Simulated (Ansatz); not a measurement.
W₂O₃: the change of pressure and energy above lowest point with volume per atom

All results are calculated (Ansatz 0.2.0 development build). Equation of state of a cubic crystal from periodic Kohn-Sham density functional theory without spin; pressure corrected for the finite basis.

Cell of the first row (space group Pn-3m, No. 224):
```
cell vectors (Å)
   4.7536     0.0000     0.0000
   0.0000     4.7536     0.0000
   0.0000     0.0000     4.7536
atoms (fractions of the cell vectors)
W   0.25000  0.25000  0.25000
W   0.75000  0.75000  0.25000
W   0.75000  0.25000  0.75000
W   0.25000  0.75000  0.75000
O   0.50000  0.00000  0.00000
O   0.00000  0.50000  0.00000
O   0.00000  0.00000  0.50000
O   0.50000  0.50000  0.00000
O   0.50000  0.00000  0.50000
O   0.00000  0.50000  0.50000
```

Settings of every row: formula W2O3; structure type cubic X2O3; functional PBE; spin treatment none; k mesh 12x12x12; occupation method fermi-dirac; occupation width 0.061225619 eV; wave cutoff 700 eV; datasets hard PAW; density cutoff ratio 4.

Limits: a cubic model structure, not a phase known at ambient conditions; modest k-mesh, values are not fully converged in k; no spin polarisation, a magnetic state may lie lower; no spin-orbit coupling, which can matter with elements this heavy.

| row | volume per atom (Å³) | pressure (GPa) | energy above lowest point (meV/atom) |
| --- | --- | --- | --- |
| 1 | 10.741 | 18.769 | 37.78 |
| 2 | 10.97 | ? | ? |
| 3 | 11.198 | 5.527 | 3.82 |
| 4 | 11.427 | -0.073 | 0 |
| 5 | 11.655 | -5.087 | 3.75 |
| 6 | 11.884 | -9.575 | 14.26 |
| 7 | 12.113 | -13.589 | 30.84 |

Question: what pressure and energy above lowest point should row 2 give?

Worked fit of pressure. Take u = (V_r/V)^(2/3) − 1 with V_r = 11.541 Å³ an atom, which is twice the finite (Eulerian) strain; such expansions in the strain, on which the Birch-Murnaghan equation of state is built, carry the rest volume and the bulk modulus. The shown rows have u = 0.04906, 0.02032, 0.00664, -0.00653, -0.01934, -0.03173. Least squares give pressure = −2.6506 + 379.483 × u + 1122.15 × u² + 854.7 × u³ GPa; a parabola predicts inner rows, each left out in turn, worse (root mean square 0.019 against 0.012 GPa). The rows lie off it by 0.000, -0.004, 0.008, -0.006, 0.001, 0.000 (root mean square 0.0044 GPa). The pressure vanishes at u = 0.0068, or V = 11.42 Å³ an atom, and there the bulk modulus at fixed shape and fractions is B = −V dP/dV = (2/3)(1 + u) dP/du = 265 GPa. The withheld row has u = 0.03441, so the fit gives −2.6506 + 379.483 × (0.03441) + 1122.15 × (0.03441)² + 854.7 × (0.03441)³ = 11.771 GPa.

The calculation gave 11.782 GPa. The fit lies 0.011 GPa (0.034 % of the column's range) below it; its largest miss of a shown row is 0.008 GPa.

Worked fit of energy above lowest point. Take u = (V_r/V)^(2/3) − 1 with V_r = 11.541 Å³ an atom, which is twice the finite (Eulerian) strain; such expansions in the strain, on which the Birch-Murnaghan equation of state is built, carry the rest volume and the bulk modulus. The shown rows have u = 0.04906, 0.02032, 0.00664, -0.00653, -0.01934, -0.03173. Least squares give energy above lowest point = 0.986 − 286.22 × u + 20823.1 × u² + 6075 × u³ meV/atom; a parabola predicts inner rows, each left out in turn, worse (root mean square 0.12 against 0.011 meV/atom). The rows lie off it by 0.00, 0.00, -0.01, 0.01, -0.01, 0.00. Its lowest point lies at u = 0.0069, or V = 11.42 Å³ an atom, and the curvature there gives the bulk modulus at fixed shape and fractions, B = (4/9)(1 + u)² E″(u)/V = 265 GPa. The withheld row has u = 0.03441, so the fit gives 0.986 − 286.22 × (0.03441) + 20823.1 × (0.03441)² + 6075 × (0.03441)³ = 16.04 meV/atom.

The calculation gave 16.08 meV/atom. The fit lies 0.04 meV/atom (0.11 % of the column's range) below it; its largest miss of a shown row is 0.01 meV/atom.
